**Question**

I have relaxed eight clusters of germanium and hydrogen with a tight-binding method, and I thought the gap between the highest filled level (HOMO) and the lowest empty one (LUMO) would shrink as the clusters grow. Instead the two smallest clusters have the smallest gaps, and beyond them the order looks random.

Neutral germanium–hydrogen clusters in the gas phase, calculated with tblite 0.8.0 at the GFN2-xTB level. Geometries were optimised with LBFGS to a maximum force of 0.02 eV/Å. The HOMO is the highest level that holds an electron, even if only one.

| system | spin multiplicity | atoms | homo energy (eV) | lumo energy (eV) | homo lumo separation (eV) | dipole moment (D) |
| --- | --- | --- | --- | --- | --- | --- |
| Ge18H12 | 1 | 30 | -8.930 | -8.120 | 0.810 | 0.010 |
| Ge20H12 | 1 | 32 | -8.860 | -8.160 | 0.700 | 0.020 |
| Ge22H30 | 1 | 52 | -9.950 | -6.620 | 3.330 | 0.400 |
| Ge24H38 | 1 | 62 | -9.940 | -7.590 | 2.350 | 0.010 |
| Ge28H35 | 2 | 63 | -9.510 | -6.850 | 2.660 | 1.360 |
| Ge30H48 | 1 | 78 | -9.830 | -7.580 | 2.240 | 0.050 |
| Ge38H44 | 1 | 82 | -9.850 | -6.840 | 3.010 | 1.560 |
| Ge40H58 | 1 | 98 | -9.740 | -8.070 | 1.680 | 0.010 |

1. Why are the gaps of Ge18H12 and Ge20H12 so small?
2. Would carbon do the same?
3. Which digits can I trust?
4. Does more hydrogen per germanium mean a wider gap?
5. Does Ge28H35, with its odd electron, belong in the series?
6. How much of the gap does size explain?
7. Why does a flat cluster differ from a compact one?

**Answer**

**1. The smallest gaps**

These two clusters have too little hydrogen to saturate their germanium atoms. In Ge18H12, 18 atoms with four bonds each offer 72 bonding electrons. Twelve go into Ge–H bonds, and the other 60 make 30 pairs between germanium atoms. A network of 18 atoms with four rings needs 18 + 4 − 1 = 21 single bonds, so nine pairs are left over as formal π bonds.

A π bond comes from p orbitals that overlap side by side, which is weaker than the end-on overlap of a σ bond. Its filled level is therefore pushed down less and its empty partner pushed up less, so both lie inside the σ–σ* gap. The table fits this picture. Compared with Ge24H38, the saturated sheet nearest to it in size, Ge18H12 has a HOMO 1.01 eV higher and a LUMO 0.53 eV lower. The high HOMO is the firmer sign, since the LUMO lies only 0.05 eV below that of Ge40H58, another saturated sheet.

**2. Carbon instead of germanium**

Carbon would give a wider gap in such unsaturated rings. Its bonds are shorter and its p orbitals more compact, so they overlap better side by side, and the filled and empty π levels move further apart. The same strong overlap keeps fused benzene rings flat or nearly so.

In germanium the overlap is too weak to enforce flatness. In Ge18H12 the atoms lie about 0.5 Å (root mean square) off the mean plane, and Ge20H12 is buckled to the same degree. The π levels then mix with σ levels, which is why the bond count above is a formal one.

**3. Digits**

The levels and gaps are rounded to 0.01 eV, so rounding can't produce a difference of 0.1 eV between rows. Such a difference holds only for these GFN2-xTB geometries, since one conformer of each cluster was relaxed, and it need not be accurate for real molecules. A difference of tight-binding levels is neither an optical gap nor the cost of adding and removing an electron. The small gaps of Ge18H12 and Ge20H12 also belong to singlet states, and a triplet could lie close by.

For the dipoles, symmetry supplies a test. In four of the clusters it forbids a dipole, yet values up to 0.05 D appear. The 0.02 D of Ge20H12 therefore counts as zero, whereas the 1.56 D of Ge38H44 does not.

**4. Hydrogen per germanium**

Hydrogen usually widens the gap while it is removing π bonds. The limiting cases seem to extend this rule: germane, GeH₄, has a wide gap, and bulk germanium, with no hydrogen at all, a narrow one. Between these limits the rule breaks down once every atom has its four single bonds.

The saturated clusters with all electrons paired come in two shapes. Ge24H38, Ge30H48 and Ge40H58 are thin, puckered sheets, while Ge22H30 and Ge38H44 are compact cages. The sheets hold more hydrogen per germanium than the cages, yet each sheet has a smaller gap than either cage.

**5. The odd electron**

Ge28H35 is a compact cluster with one dangling bond, and its gap is of a different kind. Its HOMO holds a single electron in an orbital that has no partner to bond with. Such a level should lie above the bonding levels, and it does, by 0.39 eV relative to the mean HOMO of the two cages. The listed 2.66 eV runs from this half-filled level to the next empty one.

Two changes would alter the picture. A method with spin polarisation would split the half-filled level into a filled and an empty one, and the empty one could then become the LUMO. One more hydrogen atom would turn the dangling orbital into a Ge–H bond and take its level out of the gap. This is why germanium surfaces in transistor channels are passivated: dangling bonds there can trap charge.

**6. Size**

Confinement is the usual reason for a gap that shrinks with size. An electron held within a length L has a kinetic energy proportional to 1/L². In a compact body of n germanium atoms, L grows as n^(1/3), so the gap should be a constant plus a term proportional to n^(−2/3). As n grows without limit, only the constant remains.

I fitted this formula to the five saturated clusters with paired electrons, which gave a constant of 0.69 eV and a slope of 17.5 eV. Their uncertainties, 1.9 and 18 eV, are larger than the values themselves, so the constant can't be read as the gap of bulk germanium. For Ge38H44, n^(−2/3) is 0.0885. The size term is then about 1.5 eV and the predicted gap about 2.2 eV. The calculation gives 3.01 eV, so the formula fails badly even for a cluster that was part of the fit. It assumes compact bodies, however, and three of the five clusters are sheets.

A cruder model does better. It ignores size and gives all cages one gap, 3.17 eV, and all sheets another, 2.09 eV. With the same number of fitted constants, its typical error is 0.25 eV, against 0.51 eV for the size formula. Five clusters can't establish a law, but in this set shape sorts the gaps better than atom count does. The output below gives both fits.

Within each shape, the larger cluster does have the smaller gap. From the smaller cage to the larger one the gap falls by 0.32 eV. Among the sheets the big step, 0.56 eV, comes between Ge30H48, a single row of seven rings, and Ge40H58, a double row of six. It is tempting to say that a second row frees the electrons from confinement across the width, but Ge24H38 speaks against this. Its rotational constants make it nearly as wide as Ge40H58 and much wider than Ge30H48, yet it has the widest gap of the three sheets. The cause of the big step stays open.

**7. Sheet against cage**

The cleanest comparison is between Ge22H30 and Ge24H38. Both have 29 Ge–Ge bonds, yet the gap of the cage is 0.98 eV wider than that of the sheet. Almost all of this comes from the LUMO, which lies 0.97 eV higher in the cage. The same holds across the five saturated clusters with paired electrons: the LUMO varies by 1.45 eV and the HOMO by only 0.21 eV.

Simple confinement predicts the opposite order. In a box with three different sides, the energy is a sum of 1/L² terms, and the shortest side contributes most. The sheet is by far the thinner body, with a root-mean-square thickness of 0.4 Å against 1.5 Å for the cage. Its LUMO should therefore be pushed up more, and its gap should be the wider one.

So a box is consistent with the fall from the smaller cage to the larger one, but not with the step between shapes. My guess is that the lowest σ* orbital spreads over the extended bond network of the sheet and is lowered by doing so. Length alone can't be the cause, since Ge30H48 is much longer than Ge24H38 and has almost the same LUMO. The way the hydrogen atoms are distributed over the two faces could matter just as much. To find out, plot the LUMO of both clusters, then relax Ge24H38 again with some hydrogen atoms moved to the opposite face. Does its LUMO stay low?

Printed output of the fit:

```
Composition and shape:
      row  H per Ge  electron pairs for Ge-Ge bonds  rms thickness (A)  rms length (A)
  Ge18H12    0.6667                              30             0.4598           3.304
  Ge20H12       0.6                              34             0.4671           3.582
  Ge22H30     1.364                              29              1.516           3.146
  Ge24H38     1.583                              29             0.3787           5.333
  Ge28H35      1.25                            38.5              1.531           3.033
  Ge30H48       1.6                              36             0.3566           9.067
  Ge38H44     1.158                              54              2.158           3.332
  Ge40H58      1.45                              51             0.3668           8.131
Formal pi bonds in Ge18H12 (4 rings): 9
Formal pi bonds in Ge20H12 (5 rings): 10
HOMO of Ge18H12 above that of Ge40H58 (eV): 0.81
LUMO of Ge18H12 below that of Ge40H58 (eV): 0.05
HOMO span of saturated closed shells (eV): 0.21
LUMO span of saturated closed shells (eV): 1.45
Gap of cage Ge22H30 less gap of sheet Ge24H38 (eV): 0.98
LUMO of Ge22H30 above that of Ge24H38 (eV): 0.97
Gap fall from cage Ge22H30 to cage Ge38H44 (eV): 0.32
Gap fall from sheet Ge24H38 to sheet Ge30H48 (eV): 0.11
Gap fall from sheet Ge30H48 to sheet Ge40H58 (eV): 0.56
Singly filled level of Ge28H35 above mean HOMO of the two cages (eV): 0.39
Largest mismatch of printed gap and printed levels (eV): 0.01
Largest dipole where symmetry forbids one (D): 0.05
fit of gap on 5 rows (closed): constant 0.6876 +/- 1.9, coefficient of size 17.47 +/- 18; rms 0.507, worst Ge38H44 -0.777, leave-one-out rms 0.9
  rows outside the fit (model, value, miss): Ge18H12 3.231, 0.81, 2.42; Ge20H12 3.058, 0.7, 2.36; Ge28H35 2.582, 2.66, -0.0781
fit of gap on 5 rows (closed): constant 3.17 +/- 0.23, coefficient of sheet -1.08 +/- 0.29; rms 0.249, worst Ge40H58 0.41, leave-one-out rms 0.396
  rows outside the fit (model, value, miss): Ge18H12 2.09, 0.81, 1.28; Ge20H12 2.09, 0.7, 1.39; Ge28H35 3.17, 2.66, 0.51
```
